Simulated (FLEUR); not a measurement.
# Energy difference and moments of two magnetic orders of MnRh (CsCl type) against the LAPW basis cutoff, PBEsol

Manganese alloys serve in magnetic sensors and memories as layers that pin the magnetisation of a neighbouring film. Choosing such an alloy by calculation requires the energy that separates one spin arrangement from another, a small remainder of two large total energies, and an incomplete basis can distort it. The question here is how large the basis must be for MnRh in the CsCl structure, and what that costs. The energy difference is that of the antiparallel order less the parallel one, per magnetic atom, so a positive value places the parallel order lower. Each rung is judged against the largest cutoff, 4.32 1/bohr, which is the best reference in the series but not a proven limit.

## Systems and settings

MnRh (CsCl type): the measured cell (COD), atoms held. First order: parallel (+); second order: antiparallel (+-, cell doubled at q=(1/2,1/2,1/2)). FLEUR MaX-R8.1, all-electron FLAPW in bulk geometry, scalar-relativistic valence, PBEsol, basis cutoff 2.16 to 4.32 1/bohr, density cutoff 6.5 to 13 1/bohr, Fermi-Dirac smearing of 0.03 eV, muffin-tin radii Mn 2.43, Rh 2.43 bohr. Local moments are those inside the muffin-tin spheres. Collinear spins without spin-orbit coupling. Meshes 10x10x10 and 5x10x10 for the two orders. Times are core-seconds on shared hosts, rough to a factor of two. The same in all rows: Kohn-Sham band gap of the second order on its k-point mesh; set to zero under 0.1 eV or twice the smearing width (level spacings that a finite mesh gives in a metal), blank from there to 0.3 eV, where the mesh cannot tell: 0.00 eV.

Notes on method and selection:

- Each run ends in the state reached from its typed start, which may not be the lowest.
- The two orders are a test pair; neither need be the ground order.
- Only the last rungs approach convergence; none is proven converged.
- Rungs on which an order lost its pattern or the two orders differ in character are left out.
- Runs that did not converge, have known faults or may not be shown are not listed, and runs on Ansatz's PAW sets soft_1 and soft_2 are kept to separate tables.

Columns:

- basis cutoff (1/bohr): basis cutoff (largest |k+G| of the LAPW basis).
- energy difference (meV): free energy of the second order less the first, per magnetic atom.
- moment, first order (μB): largest sphere moment in the first order.
- moment, second order (μB): largest sphere moment in the second order.
- cost (core-s): both runs together.

## Data

| member | basis cutoff (1/bohr) | energy difference (meV) | moment, first order (μB) | moment, second order (μB) | cost (core-s) |
| --- | --- | --- | --- | --- | --- |
| basis cutoff 2.16 1/bohr | 2.16 | ? | ? | ? | 150 |
| basis cutoff 2.7 1/bohr | 2.70 | 69.79 | 3.586 | 3.674 | 160 |
| basis cutoff 3.24 1/bohr | 3.24 | 78.94 | 3.524 | 3.599 | 210 |
| basis cutoff 3.78 1/bohr | 3.78 | 79.21 | 3.520 | 3.593 | 280 |
| basis cutoff 4.32 1/bohr | 4.32 | 79.38 | 3.518 | 3.589 | 430 |

Cells marked ? are withheld until the estimate has been made.

## Mechanism

Among the rungs shown, the energy difference rises with the cutoff, and almost all of the rise comes in one step. From 2.70 to 3.24 1/bohr it grows by 78.94 − 69.79 = 9.15 meV; the next two steps add 0.27 and 0.17 meV. The parallel order is lower on all four rungs, so the smaller basis changes the size of the difference but not its sign.

The main cause is probably basis error, although the density cutoff is raised along with the basis cutoff. In the LAPW method plane waves describe the region between the atoms and are matched to atomic-like functions at the sphere surfaces. The product of sphere radius and cutoff measures how well this matching can be done: it is 2.43 × 2.70 = 6.56 on the lowest rung shown and 2.43 × 4.32 = 10.5 on the highest. Added waves lower the total energy of both orders, and a rising difference means that the parallel order gains more. One possible reason is the Rh atom, which carries an induced moment in the parallel order and none, by symmetry, in the antiparallel one, so that the Mn–Rh bonding differs between the two.

The sphere moments move the other way. Between 2.70 and 4.32 1/bohr the largest moment falls by 3.586 − 3.518 = 0.068 μB in the parallel order and by 3.674 − 3.589 = 0.085 μB in the antiparallel order. This is the sign expected if a short basis hinders the mixing of Mn d states with their neighbours and leaves them too atomic-like. The moments are off by only about 2% at 2.70 1/bohr, whereas the energy difference is off by 9.59 / 79.38 = 12%, so a nearly settled moment is no assurance of a settled energy.

The cutoff of 3.24 1/bohr lies within 0.44 meV of the largest one at about half its cost, 210 against 430 core-seconds. That is sufficient for an energy difference near 79 meV, though not for one of a few tenths of a meV.

## A prediction

Plain estimates from the members shown:

- basis cutoff 2.16 1/bohr, mean of the 4 members shown: 76.83 meV, standard deviation 4.1

The mean of the members shown, 76.83 meV, is unsuitable for the rung at 2.16 1/bohr, because three of its four members are nearly converged and the missing one lies beyond the poorest. The product of radius and cutoff is only 2.43 × 2.16 = 5.25 there, so the next step down should exceed the last one, 9.15 meV, and have the same sign.

Its growth is taken from the moment of the antiparallel order, which responds to the same basis error and converges more evenly than the energy. Its steps, from the top rung downwards, are 0.004, 0.006 and 0.075 μB, a mean growth per rung of √(0.075 / 0.004) = 4.33. The energy step then becomes 9.15 × 4.33 = 39.6 meV, and the estimate 69.79 − 39.6 = 30.2 meV.

Tried on the step between 3.24 and 2.70 1/bohr, the same factor gives 0.27 × 4.33 = 1.2 meV against the 9.15 meV found, so the route is rough. The energy's own steps give a mean growth of √(9.15 / 0.17) = 7.34, which would put the result at 69.79 − 9.15 × 7.34 = 2.6 meV. The gap between the estimates from the two growth factors, about 28 meV, is taken as the error. The parallel order is thus expected to stay lower, but a reversal at this cutoff is not excluded.

**Committed estimate, basis cutoff 2.16 1/bohr: energy difference = 30 ± 28 meV.**

## The withheld result

| member | basis cutoff (1/bohr) | energy difference (meV) | moment, first order (μB) | moment, second order (μB) | cost (core-s) |
| --- | --- | --- | --- | --- | --- |
| basis cutoff 2.16 1/bohr | 2.16 | 71.53 | 3.206 | 3.107 | 150 |

| member | estimate | energy difference (meV) | computed | estimate − computed | miss in error bars |
| --- | --- | --- | --- | --- | --- |
| basis cutoff 2.16 1/bohr | committed | 30.00 | 71.53 | −41.53 | 1.5 |
| basis cutoff 2.16 1/bohr | mean | 76.83 | 71.53 | +5.30 |  |

The estimate of 30 ± 28 meV is 41.53 meV too low, 1.5 error bars from the computed 71.53 meV. The mean of the other rungs misses by only 5.30 meV and was much the better estimate.

The parallel order does stay lower, and the difference does lie below that at the largest cutoff. The assumed growth of the error failed: from 2.70 down to 2.16 1/bohr the difference rises by 71.53 − 69.79 = 1.74 meV instead of falling by 39.6 meV. The rise itself depends on the smearing. The table gives free energies, which include the electronic entropy at a width of 0.03 eV; with energies extrapolated to zero width the difference falls slightly on this step, still far less than assumed. The moment used as a guide failed as well. It was taken to go on rising as the basis shrinks, but in the antiparallel order it drops by 3.674 − 3.107 = 0.567 μB.

The explanation that a short basis leaves the Mn d states too atomic-like therefore does not hold for the whole series. The induced Rh moment, which the table does not list, remains a possible part of the cause, but the energy difference does not follow it in proportion: the Rh moment shrinks far more from 2.70 to 2.16 1/bohr than from 3.24 to 2.70 1/bohr, whereas the energy difference changes mainly between 3.24 and 2.70 1/bohr. An energy difference contains only the part of the error that the two orders do not share, and this part need not grow steadily.

## Exceptions

Two rungs stand apart from the upper three. In the free energies of the table the farthest is 2.70 1/bohr, 9.59 meV below the value at the largest cutoff; 2.16 1/bohr follows at 79.38 − 71.53 = 7.85 meV below. Extrapolation to zero smearing reverses this ranking, so the energy does not show 2.16 1/bohr to be the better of the two. In both cases the total-energy error is larger, on the positive side, for the parallel order than for the antiparallel one.

In the moments 2.16 1/bohr is by far the worst. It falls short of the largest cutoff by 3.518 − 3.206 = 0.312 μB in the parallel order and by 3.589 − 3.107 = 0.482 μB in the antiparallel order, and it reverses which order has the larger moment. At 2.70 1/bohr both moments are slightly too large instead.

The likeliest cause is numerical. With a product of sphere radius and cutoff of only 5.25, the plane waves cannot be matched well to the d functions at the sphere surface. The density cutoff, 6.5 1/bohr on this rung, is raised along with the basis cutoff, so a coarse description of the density and potential between the spheres may contribute. The energy difference at 2.16 1/bohr keeps its sign and rough size only because the errors of two poorly described states largely cancel.

## Computational cost

Both runs together take 150 core-seconds at the smallest cutoff and 430 at the largest, a factor of 430 / 150 = 2.9. The three lowest rungs, at 150, 160 and 210 core-seconds, do not differ by more than the uncertainty of the timings, so there is no demonstrated saving in going below 3.24 1/bohr, while the free-energy difference there departs from its value at the largest cutoff by 8 to 10 meV. Going from 3.24 to 4.32 1/bohr adds 220 core-seconds and changes the energy difference by 0.44 meV and the moments by at most 0.010 μB. For a cell this small the largest cutoff is affordable; the saving, about a factor of two and so no larger than the timing uncertainty, matters mainly when many orders or larger cells are to be compared.

## What to take away

From 3.24 to 4.32 1/bohr the three computed energy differences agree within 0.44 meV, or 0.44 / 0.0862 = 5 K when divided by the Boltzmann constant in meV/K. At 2.70 1/bohr the deviation is 9.59 / 0.0862 = 111 K, too much for comparing closely spaced magnetic orders. As far as the basis is concerned, a cutoff of 3.24 1/bohr with a density cutoff about three times as large is therefore usable for this pair. The 0.44 meV is not the whole numerical error, and the judgement under Mechanism that this cutoff is sufficient covers the basis only: on each of these three rungs, extrapolation to zero smearing moves the difference by more than 0.44 meV. Where energies that close matter, the smearing width and the k-point mesh, both kept fixed here, need tests of their own.

Below 3.24 1/bohr, extrapolation from the better rungs failed by some 40 meV, and a plausible energy difference does not certify the basis. The moments should be checked too: they show clearly how much poorer the basis is at 2.16 than at 2.70 1/bohr, which the energy difference hardly does.

Basis convergence says nothing about the error of PBEsol itself. Stronger electron repulsion in the Mn d shell, as a Hubbard U would add, could also shift the difference, by an amount that this series cannot give.

[On method and selection: Rungs on which an order lost its pattern, or whose Hubbard shells or moments differ strongly between the orders, are left out.]
